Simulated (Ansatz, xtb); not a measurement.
# CH7ClSi2: which of two isomers lies lower

Structure a is `[SiH3]C[SiH2]Cl`, a singlet and structure b is `C[Si@H]([SiH3])Cl`, a singlet. Both are isolated molecules in the gas phase, relaxed with B3LYP-D3(BJ)/def2-SVP; the shapes shown needn't be the lowest conformers.

a (Å):

```xyz
11

C    -0.2296    0.6529   -1.1890
Cl    0.3444    2.8317   -3.5039
Si   -2.0608    0.6545   -1.6747
Si    0.7079    2.2355   -1.5362
H    -2.7441   -0.5264   -1.0692
H    -2.7181    1.8953   -1.1699
H    -2.2088    0.5902   -3.1540
H     0.2706   -0.1849   -1.7045
H    -0.1508    0.4551   -0.1043
H     0.2413    3.3269   -0.6397
H     2.1768    2.0537   -1.3838
```

b (Å):

```yaml
atoms:
  - { symbol: C, position_ang: [-1.6092, 2.5449, -2.1796] }
  - { symbol: Cl, position_ang: [-2.4901, 0.0086, -0.3710] }
  - { symbol: Si, position_ang: [-0.9753, 1.3808, -0.8495] }
  - { symbol: Si, position_ang: [0.8622, 0.1076, -1.5653] }
  - { symbol: H, position_ang: [-0.8383, 3.2927, -2.4293] }
  - { symbol: H, position_ang: [-1.8645, 1.9885, -3.0946] }
  - { symbol: H, position_ang: [-2.5099, 3.0757, -1.8331] }
  - { symbol: H, position_ang: [-0.6579, 2.1397, 0.3941] }
  - { symbol: H, position_ang: [0.4710, -0.6719, -2.7768] }
  - { symbol: H, position_ang: [1.2907, -0.8365, -0.4933] }
  - { symbol: H, position_ang: [2.0116, 0.9961, -1.9181] }
```

Energies in hartree; the thermal terms are from B3LYP-D3(BJ)/def2-SVP harmonic frequencies (ideal gas, rigid rotor, one conformer each, 298.15 K, 1 atm) and include the zero-point energy:

|  | a | b |
| --- | --- | --- |
| E, CCSD(T)/def2-SVP | −1079.568662 | −1079.566600 |
| E, MP2/def2-SVP | −1079.490584 | −1079.486603 |
| E, MP2/def2-TZVPP | −1080.041783 | −1080.037710 |
| zero-point energy | 0.070926 | 0.072003 |
| H(298 K) − E | 0.078898 | 0.080601 |
| G(298 K) − E | 0.038906 | 0.039772 |

Task: Correct the CCSD(T) difference for the basis set by the MP2 change, then work out ΔE, ΔE₀, ΔH and ΔG for a → b in kJ/mol (1 Eh = 2625.50 kJ/mol) and the equilibrium ratio [b]/[a].

Result: 1. Differences b − a: CCSD(T) +0.002062, MP2 in the small set +0.003981, MP2 in the large set +0.004073 Eh.
2. ΔE = +0.002062 + (+0.004073 − (+0.003981)) = +0.002154 Eh = +5.66 kJ/mol.
3. ΔE₀ = ΔE + ΔZPE = +0.002154 + (+0.001077) Eh = +8.48 kJ/mol.
4. ΔH = ΔE + (+0.001703) Eh = +10.13 kJ/mol.
5. ΔG = ΔE + (+0.000866) Eh = +7.93 kJ/mol, so ΔS = (ΔH − ΔG)/T = +7.4 J/(mol K).
6. kT = 0.9442 mEh, so K = [b]/[a] = exp(−ΔG/kT) = exp(−3.20) ≈ 0.041.

Structure a is favoured at this temperature. An error of 4 kJ/mol in ΔG would change K by a factor of 5. HF/STO-3G gave ΔE the other sign. Mirror images and further conformers aren't counted.

As drawn, b has 1 Si–Si, 1 C–H in place of 1 C–Si, 1 Si–H.

Other levels gave ΔE = +26.8 (GFN2-xTB); −23.0 (HF/STO-3G, GFN2-xTB geometries); −0.5 (r2SCAN-D4/def2-SVP, GFN2-xTB geometries); −0.1 (B3LYP-D3(BJ)/def2-SVP); +9.5 (HF/def2-SVP); +10.5 (MP2/def2-SVP); +5.4 (CCSD(T)/def2-SVP) kJ/mol. The correlated steps freeze 16 core orbitals. Programs: Ansatz 0.2.0, xtb 6.7.1.

The carbosilane a is favoured over the disilane b, but only modestly, because two bond changes nearly cancel. Going to b replaces a strong C–Si bond with a weaker Si–Si bond, whose more diffuse orbitals overlap less well, while a Si–H bond gives way to a stronger C–H bond. The Si–Cl bond is kept, so chlorine probably has only a secondary influence.

Vibrations add noticeably to the small electronic preference: C–H stretching and bending are stiffer than their Si–H counterparts, which raises the zero-point energy of b. Entropy recovers a little for b, probably through softer skeletal motions around the Si–Si bond. The reversed sign with HF/STO-3G probably reflects the inflexible minimal basis, since HF/def2-SVP already favours a.

The direction agrees with the known thermal rearrangement of methylated polysilanes to carbosilanes. That conversion needs strong heating, however, so the computed ratio describes equilibrium and not what a sample of either isomer would reach at room temperature.
